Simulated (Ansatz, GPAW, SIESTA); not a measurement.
## Si: programs and potentials compared

```
Si
1.0
     2.62054    0.00000    0.00000
    -1.31027    2.26946    0.00000
     0.00000    0.00000    2.46635
Si
1
Direct
  0.00000 0.00000 0.00000
```

This isn't the form of Si at room conditions, which is diamond.

Alike in all runs: task band structure; functional PBEsol; k mesh 12 × 12 × 11; occupations fermi-dirac, width 0.05 eV; no spin polarisation; no spin-orbit coupling. Pressure is positive in compression and, in plane waves, holds the error of the finite cutoff.

| program and potentials | plane-wave cutoff (eV) | notes | pressure (GPa) |
| --- | --- | --- | --- |
| SIESTA, files PseudoDojo sr-pbesol-0.4.1-standard, DZP (energy shift 0.003 Ry) | - | atomic basis | 1.30 |
| GPAW, PAW data sets generated for this functional | 600 | - | 1.04 |
| Ansatz, all-electron LAPW, scalar-relativistic | - | - | 0.55 |

The pressure spans 0.55 (Ansatz, all-electron LAPW, scalar-relativistic) to 1.30 GPa (SIESTA, files PseudoDojo sr-pbesol-0.4.1-standard, DZP (energy shift 0.003 Ry)), with all-electron results at 0.55. Rows in atomic bases carry the error of their basis and grid, which can be large.

The functional is the same throughout but for its coding, so the spread measures potentials, basis and numerics; runs on potential files found faulty are left out.

The cell is simple hexagonal silicon, a dense metallic phase known from high-pressure experiments. All three runs put it under slight compression, so its volume lies just below the equilibrium volume that each would give for this phase at fixed axial ratio. A small pressure here doesn't mean that the phase is stable at ambient conditions. Packing the atoms more closely than in diamond gives up the directed tetrahedral sp³ bonds for longer, more delocalised ones, and silicon normally makes that exchange only when compression rewards the smaller volume.

The programs agree on the sign of the pressure but less well on its size. GPAW, at 1.04 GPa, lies closer to SIESTA than to the all-electron value of 0.55 GPa, so the atomic basis alone can't account for the spread; the treatment of the core region may also contribute. For a solid as stiff as silicon, such differences correspond to only a small change in equilibrium volume. A single pressure doesn't show whether the axial ratio is relaxed, since stresses along and across the hexagonal axis can cancel in the average.
